## Symmetry-allowed energy integrals and the two-centre constraints

### Premises and conventions

1. The one-electron Hamiltonian $H$ is spin independent, real, and commutes with every operation of the space group.
2. The basis consists of real orthonormal functions $\phi_{n\mathbf R}(\mathbf r)=\phi_n(\mathbf r-\mathbf R)$ centred on atoms. They may be Löwdin-orthogonalised atomic orbitals or Wannier functions.
3. Under an operation $g$ of the site point group $G_0$ the functions on one site transform like real spherical harmonics, $\phi_n(g^{-1}\mathbf r)=\sum_{n'}\phi_{n'}(\mathbf r)D_{n'n}(g)$, with $D$ real and orthogonal. Nothing is assumed about operations outside $G_0$.

The energy integrals of Slater and Koster (1954) between two sites of one sublattice are
$$E_{mn}(\mathbf R)=\langle\phi_{m\mathbf 0}|H|\phi_{n\mathbf R}\rangle ,\qquad H_{mn}(\mathbf k)=\sum_{\mathbf R}E_{mn}(\mathbf R)\,e^{i\mathbf k\cdot\mathbf R}.$$
A label such as $(110)$ means $\mathbf R=\tfrac a2(1,1,0)$, with $a$ the cubic lattice constant. The $d$ harmonics on the unit sphere are
$$d_{xy}=\sqrt3\,xy,\quad d_{z^2}=\tfrac12(3z^2-r^2),\quad d_{x^2-y^2}=\tfrac{\sqrt3}{2}(x^2-y^2),\quad d_{yz}=\sqrt3\,yz,\quad d_{zx}=\sqrt3\,zx ,$$
which have a common norm. Energies are in electronvolts, $1\ \mathrm{eV}=1.602\times10^{-19}\ \mathrm J$.

### Two exact relations

Let $O_g f(\mathbf r)=f(g^{-1}\mathbf r)$. Since $g^{-1}\mathbf r-\mathbf R=g^{-1}(\mathbf r-g\mathbf R)$, premise 3 gives $O_g\phi_{n\mathbf R}=\sum_{n'}\phi_{n',g\mathbf R}D_{n'n}$. The operator $O_g$ is unitary and commutes with $H$, so $E_{mn}(\mathbf R)=\langle O_g\phi_{m\mathbf 0}|H|O_g\phi_{n\mathbf R}\rangle=\sum D_{m'm}E_{m'n'}(g\mathbf R)D_{n'n}$. Multiplying by $D$ and $D^T$,
$$E(g\mathbf R)=D(g)\,E(\mathbf R)\,D(g)^T. \tag{1}$$
Translating both functions by $\mathbf R$ and using that $H$ is Hermitian and real, $E_{mn}(-\mathbf R)=\langle\phi_{m\mathbf R}|H|\phi_{n\mathbf 0}\rangle=E_{nm}(\mathbf R)$, that is
$$E(-\mathbf R)=E(\mathbf R)^T. \tag{2}$$
Equation (1) generates the whole star of $\mathbf R$ from one member. It restricts the matrix of that member only through operations that return the bond to itself.

### The bond group and the counting formula

Let $G_+$ contain the $g\in G_0$ with $g\mathbf R=\mathbf R$ and $G_-$ those with $g\mathbf R=-\mathbf R$. An element of $G_-$ followed by the translation $\mathbf R$ exchanges the two atoms, so $G=G_+\cup G_-$ is the point group of the bond about its midpoint. For $g\in G_+$, (1) reads $E=DED^T$. For $g\in G_-$, (1) and (2) give $E^T=DED^T$, and transposing, $E=DE^TD^T$. Define linear maps on the space of matrices,
$$T_gE=DED^T\ \ (g\in G_+),\qquad T_gE=DE^TD^T\ \ (g\in G_-).$$
They represent $G$: two reversing maps compose as $D_1(D_2E^TD_2^T)^TD_1^T=D_1D_2\,E\,(D_1D_2)^T$, and the mixed products follow in the same way. The allowed matrices are those fixed by every $T_g$. The average $P=|G|^{-1}\sum_gT_g$ obeys $T_gP=P$ because left multiplication permutes the group; hence $P^2=P$, its image is the space of fixed matrices, and the dimension of that space is $\operatorname{tr}P$. The coefficient of $E_{ij}$ in $(T_gE)_{ij}$ is $D_{ii}D_{jj}$ for $g\in G_+$ and $D_{ij}D_{ji}$ for $g\in G_-$. Summing over $i,j$ with $\chi=\operatorname{tr}D$,
$$N=\frac1{|G|}\Big[\sum_{g\in G_+}\chi(g)^2+\sum_{g\in G_-}\chi(g^2)\Big]. \tag{3}$$
The count is complete. Any fixed matrix, carried round the star by (1), defines a Hermitian $H(\mathbf k)$ with the full symmetry, so symmetry can impose nothing more. For a block between different shells $l\neq l'$ the reversing maps only tie $E_{l'l}$ to $E_{ll'}$, and the block holds $|G_+|^{-1}\sum_{G_+}\chi_l\chi_{l'}$ integrals. The characters needed are $\chi_l(\varphi)=1+2\sum_{m=1}^{l}\cos m\varphi$ for a rotation by $\varphi$, and $(-1)^l$ times this when the rotation is multiplied by the inversion. A twofold rotation has $\chi_p=-1$, $\chi_d=1$. A mirror has $\chi_p=\chi_d=1$.

### The two-centre form as a larger bond group

Suppose in addition that $H=T+\sum_i v(|\mathbf r-\mathbf R_i|)$ with spherical $v$, that each $\phi_n$ is a radial function times a harmonic, and that the three-centre integrals $\langle\phi_{m\mathbf 0}|v_i|\phi_{n\mathbf R}\rangle$ with $\mathbf R_i\neq\mathbf 0,\mathbf R$ are dropped. What remains is the Hamiltonian of a homonuclear diatomic molecule. Relations (1) and (2) then hold for the group $D_{\infty h}$ of the bond axis, and (3) holds with sums replaced by averages over four classes of equal weight: rotations about the axis and mirrors containing it (fixing), perpendicular twofold axes and rotation-reflections $S(\varphi)$ (reversing), with $S(\varphi)^2=C(2\varphi)$. For the $d$ shell the four averages are $5,1,5,1$, so $N=3$. For $p$ they are $3,1,3,1$, so $N=2$. In orbitals quantised along the bond, invariance under rotation makes $E$ diagonal in $m$ and the mirrors make $+m$ and $-m$ equivalent. One integral $V_{ll'|m|}$ survives for each $|m|\le\min(l,l')$, named $\sigma,\pi,\delta$. Because $G\subset D_{\infty h}$, the two-centre matrices form a subspace of the allowed ones, and the difference of the two dimensions is the number of linear constraints that the two-centre form adds.

### The fcc nearest-neighbour bond

Here $G_0=O_h$ and $\mathbf R=\tfrac a2(1,1,0)$. Use the bond frame $u=(x+y)/\sqrt2$, $v=(y-x)/\sqrt2$, $w=z$. The group $G_+=C_{2v}$ consists of the identity, the mirrors $v\to-v$ and $w\to-w$, and their product, the twofold rotation about $u$. The set $G_-$ is $G_+$ times the inversion; all four elements square to the identity, and $G=D_{2h}$. Equation (3) gives
$$N_{pp}=\tfrac18(9+1+1+1+4\cdot3)=3,\qquad N_{dd}=\tfrac18(25+1+1+1+4\cdot5)=6 .$$
The blocks of an $spd$ basis are:

| block | $ss$ | $sp$ | $sd$ | $pp$ | $pd$ | $dd$ | total |
|---|---|---|---|---|---|---|---|
| symmetry, $D_{2h}$ | 1 | 1 | 2 | 3 | 4 | 6 | 17 |
| two-centre, $D_{\infty h}$ | 1 | 1 | 1 | 2 | 2 | 3 | 10 |

**The $p$ block.** The orbitals $p_u,p_v,p_w$ differ in their parities under the two mirrors, so $E$ is diagonal in them. With $p_x=(p_u-p_v)/\sqrt2$ and $p_y=(p_u+p_v)/\sqrt2$,
$$E_{xx}=E_{yy}=\tfrac12(E_{uu}+E_{vv}),\qquad E_{xy}=E_{yx}=\tfrac12(E_{uu}-E_{vv}),\qquad E_{zz}=E_{ww}.$$
The two-centre form sets $E_{uu}=V_{pp\sigma}$ and $E_{vv}=E_{ww}=V_{pp\pi}$. The single constraint $E_{vv}=E_{ww}$ is
$$E_{xx}(110)-E_{xy}(110)=E_{zz}(110). \tag{4}$$
The crystal has no reason to obey it: the direction $v$ is $[\bar110]$ and the direction $w$ is $[001]$, and no element of $G$ connects them.

**The $d$ block.** Inversion is in $G_-$ and has $D=1$, so $E$ is symmetric. Sort the orbitals by parity under ($v\to-v$, $w\to-w$). The functions $d_{xy}\propto u^2-v^2$ and $d_{z^2}$ are $(+,+)$; $d_{x^2-y^2}=-\sqrt3\,uv$ is $(-,+)$; $\sqrt3\,uw=(d_{yz}+d_{zx})/\sqrt2$ is $(+,-)$; $\sqrt3\,vw=(d_{yz}-d_{zx})/\sqrt2$ is $(-,-)$. A symmetric $2\times2$ block and three $1\times1$ blocks hold the six integrals. In the cubic basis, all for $(110)$,
$$A=E_{xy,xy},\ \ B=E_{z^2,z^2},\ \ C=E_{xy,z^2},\ \ D=E_{x^2-y^2,x^2-y^2},\ \ F=E_{yz,yz}=E_{zx,zx},\ \ G'=E_{yz,zx},$$
and every other element vanishes. (From here on the scalar $D$ denotes this integral.) To reach orbitals quantised along $u$, insert $u^2=\tfrac12(r^2-z^2)+xy$ and $v^2=\tfrac12(r^2-z^2)-xy$:
$$d_\sigma=\tfrac12(3u^2-r^2)=\tfrac{\sqrt3}2d_{xy}-\tfrac12d_{z^2},\qquad d_{\delta'}=\tfrac{\sqrt3}2(w^2-v^2)=\tfrac12d_{xy}+\tfrac{\sqrt3}2d_{z^2}.$$
The $\pi$ orbitals are $uv$ and $uw$, the $\delta$ orbitals $vw$ and $d_{\delta'}$. In this basis
$$E_{\sigma\sigma}=\tfrac34A-\tfrac{\sqrt3}2C+\tfrac14B,\quad E_{\delta'\delta'}=\tfrac14A+\tfrac{\sqrt3}2C+\tfrac34B,\quad E_{\sigma\delta'}=\tfrac{\sqrt3}4(A-B)+\tfrac12C,$$
$$E_{uv,uv}=D,\qquad E_{uw,uw}=F+G',\qquad E_{vw,vw}=F-G'. \tag{5}$$
The two-centre form requires equal $\pi$ elements, equal $\delta$ elements and no $\sigma$–$\delta'$ element. Define
$$\eta_\pi=F+G'-D,\qquad \eta_\delta=F-G'-E_{\delta'\delta'},\qquad \eta_{\sigma\delta}=E_{\sigma\delta'} . \tag{6}$$
The three constraints are $\eta_\pi=\eta_\delta=\eta_{\sigma\delta}=0$. Eliminating $C$ from the second with the third, they read
$$F+G'=D,\qquad C=-\tfrac{\sqrt3}{2}(A-B),\qquad F-G'=\tfrac12(3B-A).$$
Inverting the rotation with diagonal elements $V_\sigma,V_\pi,V_\delta$ gives the two-centre values
$$A=\tfrac34V_\sigma+\tfrac14V_\delta,\ \ B=\tfrac14V_\sigma+\tfrac34V_\delta,\ \ C=\tfrac{\sqrt3}4(V_\delta-V_\sigma),\ \ D=V_\pi,\ \ F=\tfrac12(V_\pi+V_\delta),\ \ G'=\tfrac12(V_\pi-V_\delta). \tag{7}$$

The gap between the counts depends on the shell. For the second neighbour $a(1,0,0)$, $G=D_{4h}$ has order 16. The fixing elements give $25+7\cdot1$; six reversing elements square to the identity and the two $S_4$ square to $C_2$, giving $6\cdot5+2\cdot1$. Thus $N_{dd}=4$: the fourfold axis keeps the $\pi$ pair equal and forbids $\sigma$–$\delta$ mixing, but the two $\delta$ integrals may differ. On the site itself $O_h$ allows separate $t_{2g}$ and $e_g$ levels $\varepsilon_t,\varepsilon_e$ where a spherical atom has one.

### Second neighbours in diamond

Take sublattice A at the fcc points and B displaced by $\tfrac a4(1,1,1)$. The site group is $T_d$. Operations that exchange the sublattices relate A–A integrals to B–B integrals and do not restrict either set. For $\mathbf R=\tfrac a2(0,1,1)$ the fixing elements in $T_d$ are the identity and the mirror $y\leftrightarrow z$. The mirror $x\to-x$, present in fcc, is absent, because the one neighbour shared by the two atoms sits off the axis at $\tfrac a4(1,1,1)$. The reversing elements are the twofold rotation $C_{2x}$ and the mirror $(y,z)\to(-z,-y)$. The bond group is $C_{2v}$ with its axis along $x$, perpendicular to the bond. For an $sp$ basis $\chi=4$ for the identity and $\chi=2$ for a mirror, so
$$N=\tfrac14(16+4+4+4)=7 .$$
To find the matrix, note that $s$, $p_x$ and $(p_y+p_z)/\sqrt2$ are even under $y\leftrightarrow z$ and may all mix, while $(p_y-p_z)/\sqrt2$ is odd. The map of $C_{2x}$, with representation matrix $\operatorname{diag}(1,1,-1,-1)$, makes an element symmetric in its indices when both orbitals have the same parity under $C_{2x}$ and antisymmetric otherwise. In the order $s,x,y,z$,
$$E(011)=\begin{pmatrix}E_{ss}&E_{sx}&E_{sy}&E_{sy}\\E_{sx}&E_{xx}&E_{xy}&E_{xy}\\-E_{sy}&-E_{xy}&E_{yy}&E_{yz}\\-E_{sy}&-E_{xy}&E_{yz}&E_{yy}\end{pmatrix}. \tag{8}$$
The two-centre form has 4 integrals, $ss\sigma$, $sp\sigma$, $pp\sigma$, $pp\pi$. Since $p_x$ is a $\pi$ orbital of this bond it cannot couple to $s$ or to the $\sigma$ orbital, so the three constraints are $E_{sx}(011)=0$, $E_{xy}(011)=0$ and $E_{yy}-E_{yz}=E_{xx}$. A two-step path through the $s$ orbital of the shared neighbour produces both forbidden terms. Its legs point along $(1,1,1)/\sqrt3$ and $(-1,1,1)/\sqrt3$, and with $E_{s,p_i}=n_iV_{sp\sigma}=-E_{p_i,s}$ the products are $-V_{sp\sigma}^2/3$ for $xy$, $+V_{sp\sigma}^2/3$ for $yx$, and $-V_{ss\sigma}V_{sp\sigma}/\sqrt3$ for both $sx$ and $xs$, the pattern of (8). Inversion through a first-neighbour midpoint gives $E^B(\mathbf R)=\Pi E^A(\mathbf R)^T\Pi$ with $\Pi=\operatorname{diag}(1,-1,-1,-1)$, so $E_{sx}$ and $E_{xy}$ change sign between the sublattices and the other five integrals do not.

### Best two-centre fit and its effect on fcc $d$ levels

Each $T_g$ preserves the norm $\|E\|^2=\operatorname{tr}E^TE$, so the average over $D_{\infty h}$ is the orthogonal projection onto the two-centre subspace. It keeps $E_{\sigma\sigma}$, averages each pair and deletes the mixing:
$$\bar V_\sigma=E_{\sigma\sigma},\qquad \bar V_\pi=\tfrac12(D+F+G'),\qquad \bar V_\delta=\tfrac12(F-G'+E_{\delta'\delta'}).$$
The residual $\rho=E-\bar E$ has elements $\pm\eta_\pi/2$, $\pm\eta_\delta/2$ and twice $\eta_{\sigma\delta}$, so $\|\rho\|^2=\tfrac12\eta_\pi^2+\tfrac12\eta_\delta^2+2\eta_{\sigma\delta}^2$. The zone average of $\operatorname{tr}\Delta H^\dagger\Delta H$ is $12\|\rho\|^2$ by orthogonality of the phase factors. The Hoffman–Wielandt inequality bounds the summed squared shifts of ordered eigenvalues by this trace at each $\mathbf k$, so the root-mean-square displacement of the five bands obeys
$$\Delta_{\rm rms}\le\sqrt{\tfrac{12}{5}}\,\|\rho\| . \tag{9}$$

Individual levels follow from (1). The cyclic permutation $x\to y\to z\to x$ takes $(110)$ to $(011)$, which gives $E_{xy,xy}(011)=F$. With $d_{3y^2-r^2}=-\tfrac12d_{z^2}-\tfrac{\sqrt3}2d_{x^2-y^2}$ and its partner it gives $E_{z^2,z^2}(011)=\tfrac14B+\tfrac34D$ and $E_{x^2-y^2,x^2-y^2}(011)=\tfrac34B+\tfrac14D$; the $(101)$ values are the same. At $\Gamma$ all twelve phases are $+1$. At $X=\tfrac{2\pi}a(0,0,1)$ the four bonds in the $xy$ plane have $+1$ and the other eight $-1$. The nearest-neighbour parts of the levels, and the parts of them due to $\rho$, are:

| level | orbital | shell sum | residual part |
|---|---|---|---|
| $\Gamma_{25'}$ | $t_{2g}$ | $4A+8F$ | $2\eta_\pi+\tfrac32\eta_\delta+2\sqrt3\,\eta_{\sigma\delta}$ |
| $\Gamma_{12}$ | $e_g$ | $6B+6D$ | $-3\eta_\pi-\tfrac94\eta_\delta-3\sqrt3\,\eta_{\sigma\delta}$ |
| $X_3$ | $xy$ | $4A-8F$ | $-2\eta_\pi-\tfrac52\eta_\delta+2\sqrt3\,\eta_{\sigma\delta}$ |
| $X_5$ | $yz,zx$ | $-4A$ | $\tfrac12\eta_\delta-2\sqrt3\,\eta_{\sigma\delta}$ |
| $X_2$ | $x^2-y^2$ | $2D-6B$ | $-\eta_\pi+\tfrac94\eta_\delta+3\sqrt3\,\eta_{\sigma\delta}$ |
| $X_1$ | $z^2$ | $2B-6D$ | $3\eta_\pi-\tfrac34\eta_\delta-\sqrt3\,\eta_{\sigma\delta}$ |

The last column is the third evaluated with the cubic elements of $\rho$, namely $A_\rho=\tfrac{\sqrt3}2\eta_{\sigma\delta}-\tfrac18\eta_\delta$, $B_\rho=-\tfrac{\sqrt3}2\eta_{\sigma\delta}-\tfrac38\eta_\delta$, $D_\rho=-\tfrac12\eta_\pi$, $F_\rho=\tfrac14(\eta_\pi+\eta_\delta)$. The integrals $C$ and $G'$ enter at $L=\tfrac\pi a(1,1,1)$. There $L_1$ has the shell sum $-8G'$, and the two $L_3$ doublets come from a $2\times2$ matrix with diagonal $\varepsilon_t+4G'$, $\varepsilon_e$ and off-diagonal element $-2\sqrt6\,C$.

### Range of validity

The count (3) is exact under premises 1 to 3 and needs no assumption on the range or size of the integrals. It fails if the Wannier functions are not symmetry adapted, for example when a localisation procedure moves centres off the atoms or mixes harmonics; the hopping matrix must then first be brought to a symmetric gauge. Strain, surfaces and magnetic order lower $G$ and raise $N$. Spin–orbit coupling makes $H$ complex and needs double groups, with time reversal replacing reality in (2). In a non-orthogonal basis the overlap matrix obeys (1) and (2) as well and has the same count.

The values of the allowed integrals are not fixed by symmetry. They depend on which bands the Wannier functions span, since a change of subspace changes their tails.

The two-centre form is an approximation with three separate conditions: spherical potentials, negligible three-centre terms, and orbitals of pure $l$. Orthogonal orbitals violate the third even when the first two hold, because their tails on neighbouring atoms have only the symmetry $G_0$. The form is adequate when $\|\rho\|\ll\|E\|$. Its merit is that it extends to any bond direction, which the symmetry-allowed set, defined shell by shell for one structure, does not.

### Illustration: $d$-like Wannier functions for fcc Cu

A minimal model shows how the tails generate all three $\eta$. Take orthonormal $d$ orbitals at energy $\varepsilon_d$ with two-centre hopping $V^0_{\sigma,\pi,\delta}$, and one $s$ orbital per atom at $\varepsilon_d+\Delta$, coupled to the $d$ orbitals of its twelve neighbours by $V_{sd}\,d_m(\hat{\mathbf R}')$. Removing the $s$–$d$ coupling in lowest order gives $d$-like Wannier functions $w_m=\phi_m-(V_{sd}/\Delta)\sum_{\mathbf R'}d_m(\hat{\mathbf R}')\phi_{s\mathbf R'}$ and the effective Hamiltonian $H_{dd}-H_{ds}H_{sd}/\Delta$. For the $(110)$ bond
$$E=E^{0}+\lambda Q,\qquad \lambda=-\frac{V_{sd}^2}{\Delta},\qquad Q_{mn}=\sum_{\mathbf R'}d_m(\hat{\mathbf R}')\,d_n(\widehat{\mathbf R'-\mathbf R}),$$
summed over the four shared neighbours $\tfrac a2(1,0,\pm1)$ and $\tfrac a2(0,1,\pm1)$. For the first pair the legs are $(1,0,\pm1)$, where $d_{z^2}=\tfrac14$, $d_{x^2-y^2}=\tfrac{\sqrt3}4$, $d_{zx}=\pm\tfrac{\sqrt3}2$, and $(0,-1,\pm1)$, where $d_{z^2}=\tfrac14$, $d_{x^2-y^2}=-\tfrac{\sqrt3}4$, $d_{yz}=\mp\tfrac{\sqrt3}2$. The second pair follows by $x\leftrightarrow y$. Summing, $Q$ has $A=C=F=0$, $B=\tfrac14$, $D=-\tfrac34$, $G'=-\tfrac32$, and (6) gives
$$\eta_\pi=-\tfrac34\lambda,\qquad\eta_\delta=\tfrac{21}{16}\lambda,\qquad\eta_{\sigma\delta}=-\tfrac{\sqrt3}{16}\lambda,\qquad\|\rho\|^2=\tfrac{597}{512}\lambda^2 .$$

As typical inputs for Cu take $V^0_\sigma=-0.35$, $V^0_\pi=0.19$, $V^0_\delta=-0.03$ eV, $V_{sd}=-0.5$ eV and $\Delta=6$ eV, so that $\lambda=-0.04$ eV to one figure; this rounded value is used below. The model's six integrals, from (7) plus $\lambda Q$, are in eV:

| $A$ | $B$ | $C$ | $D$ | $F$ | $G'$ |
|---|---|---|---|---|---|
| $-0.27$ | $-0.12$ | $0.14$ | $0.22$ | $0.08$ | $0.17$ |

The $s$-mediated term summed over all shells acts only on states of $s$ symmetry, so it drops out of $X_3$ and $X_5$. The model's separation is $X_5-X_3=8(F-A)=2.8$ eV. The $V^0$ were chosen to put this near the typical value of about 3 eV for Cu, so it is no prediction.

In the bond frame the two $\pi$ integrals are $0.22$ and $0.25$ eV and the two $\delta$ integrals are $E_{vw,vw}=-0.09$ and $E_{\delta'\delta'}=-0.04$ eV. The departures are $\eta_\pi=0.03$, $\eta_\delta=-0.05$ and $\eta_{\sigma\delta}=0.004$ eV, and the projection gives $\bar V_\sigma=-0.35$, $\bar V_\pi=0.235$ (the midpoint of the pair) and $\bar V_\delta=-0.06$ eV. The fitted $\bar V_\delta$ is about twice $V^0_\delta$ and of the same size as the splitting of the pair it averages, so it has little meaning as a property of the bond. The residual is small against the whole matrix, $\|\rho\|/\|E\|=0.09$. Replacing the shell by its projection, with all other shells fixed, discards these parts of the levels, in eV:

| $\Gamma_{25'}$ | $\Gamma_{12}$ | $X_3$ | $X_5$ | $X_2$ | $X_1$ |
|---|---|---|---|---|---|
| $-0.004$ | $0.006$ | $0.09$ | $-0.04$ | $-0.13$ | $0.12$ |

The separation $X_5-X_3$ becomes $2.9$ eV, and (9) gives $\Delta_{\rm rms}\le0.07$ eV, or $1.1\times10^{-20}$ J.

Neglected terms limit these figures. Hopping $t$ between neighbouring $s$ orbitals adds $(V_{sd}^2t/\Delta^2)Q^{(3)}$, where $Q^{(3)}$ sums the three-step paths $d$–$s$–$s$–$d$. It is the coefficient of $e^{i\mathbf k\cdot\mathbf R}$ in $a_m\gamma\,a_n$, with $a_m(\mathbf k)=\sum_{\mathbf R'}d_m(\hat{\mathbf R}')e^{i\mathbf k\cdot\mathbf R'}$ and $\gamma(\mathbf k)=\sum_{\mathbf R'}e^{i\mathbf k\cdot\mathbf R'}$. Its elements are $A=\tfrac34$, $B=0$, $C=\tfrac{\sqrt3}4$, $D=\tfrac94$, $F=\tfrac32$, $G'=0$, for which (6) gives $-\tfrac34$, $\tfrac{15}{16}$ and $\tfrac{5\sqrt3}{16}$. With a typical $t=-1$ eV the prefactor is $\lambda/6$, and the relative changes of $\eta_\pi$, $\eta_\delta$ and $\eta_{\sigma\delta}$ are $0.17$, $0.12$ and $-0.83$. The model therefore leaves $\eta_{\sigma\delta}$ undetermined beyond its being small. Moreover $12|t|/\Delta=2$ exceeds unity: the $s$ band crosses the $d$ bands, the series in $t$ does not converge near $\Gamma$, and actual $d$-only Wannier functions of Cu require disentanglement, with results that depend on the chosen energy window. Paths that contain a $d$–$d$ hop carry a relative factor of order $|V^0_\sigma|/\Delta=0.06$ each. Spin–orbit coupling, with a typical $3d$ constant $\xi\approx0.1$ eV, splits $\Gamma_{25'}$ by $\tfrac32\xi=0.15$ eV in first order, as large as the largest entry of the last table, and must be included before such shifts are set against spectra. What the model supports is an order of magnitude: departures $\eta_\pi$ and $\eta_\delta$ of a few hundredths of an electronvolt, which the shell sum amplifies to about a tenth of an electronvolt at $X$.